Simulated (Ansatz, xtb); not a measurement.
C5H12BP: which of two isomers lies lower

Structure a is `CB(C)P1C[C@H]1C`, a singlet and structure b is `C[C@@H]1CCCB1P`, a singlet. Both are isolated molecules in the gas phase, relaxed with PBE0-D3(BJ)/def2-SVP; each stands in its lowest conformer found.

Energies in hartree; the thermal terms are from GFN2-xTB frequencies at re-optimised GFN2-xTB minima (ideal gas, soft modes damped towards free rotors, one conformer each, 298.15 K, 1 atm) and include the zero-point energy:

```
                              a           b
E, CCSD(T)/def2-SVP  −562.499800  −562.525396
    E, MP2/def2-SVP  −562.379622  −562.402719
  E, MP2/def2-TZVPP  −562.943087  −562.958191
  zero-point energy     0.158540     0.159028
       H(298 K) − E     0.169857     0.168775
       G(298 K) − E     0.123193     0.125744
```

Question: Correct the CCSD(T) difference for the basis set by the MP2 change, then work out ΔE, ΔE₀, ΔH and ΔG for a → b in kcal/mol (1 Eh = 627.51 kcal/mol) and the equilibrium ratio [b]/[a].

Answer: 1. Differences b − a: CCSD(T) −0.025596, MP2 in the small set −0.023097, MP2 in the large set −0.015104 Eh.
2. ΔE = −0.025596 + (−0.015104 − (−0.023097)) = −0.017603 Eh = −11.05 kcal/mol.
3. ΔE₀ = ΔE + ΔZPE = −0.017603 + (+0.000488) Eh = −10.74 kcal/mol.
4. ΔH = ΔE + (−0.001082) Eh = −11.73 kcal/mol.
5. ΔG = ΔE + (+0.002551) Eh = −9.45 kcal/mol, so ΔS = (ΔH − ΔG)/T = −32.0 J/(mol K).
6. kT = 0.9442 mEh, so K = [b]/[a] = exp(−ΔG/kT) = exp(+15.94) ≈ 8.4 × 10^6.

Structure b is favoured at this temperature. An error of 1 kcal/mol in ΔG would change K by a factor of 5.4. The basis-set step is large, which makes the value less sure. Mirror images and further conformers aren't counted.

As drawn, b has 2 C–C, 2 P–H in place of 2 C–P, 2 C–H. Structure a has a 3-membered ring, b a 5-membered ring.

Other levels gave ΔE = −21.3 (GFN2-xTB); −30.3 (HF/STO-3G, GFN2-xTB geometries); −11.3 (r2SCAN-D4/def2-SVP, GFN2-xTB geometries); −14.5 (PBE0-D3(BJ)/def2-SVP); −17.9 (HF/def2-SVP); −14.5 (MP2/def2-SVP); −16.1 (CCSD(T)/def2-SVP) kcal/mol. The correlated steps freeze 11 core orbitals. Programs: Ansatz 0.2.0, xtb 6.7.1.

The five-membered borolane b is the more stable isomer at every level listed, and the preference is enthalpic. The main cause is probably release of ring strain: the phosphirane in a forces acute angles and bent bonds at carbon and phosphorus, whereas the borolane comes much closer to the angles its atoms prefer. The bond exchange itself should contribute less, since gaining C–C bonds at the expense of C–P bonds is largely offset by replacing strong C–H bonds with weaker P–H bonds. Both isomers keep a P–B link, but the small ring resists flattening at phosphorus, which suggests weaker lone-pair donation into the empty boron p orbital in a.

Entropy works against b, as expected when more of the skeleton is tied into a ring and two methyl rotors on boron are lost, but it only trims the enthalpic advantage. The equilibrium ratio says nothing about rate: interconversion would require cleavage of C–P and C–H bonds, so a could well persist kinetically.
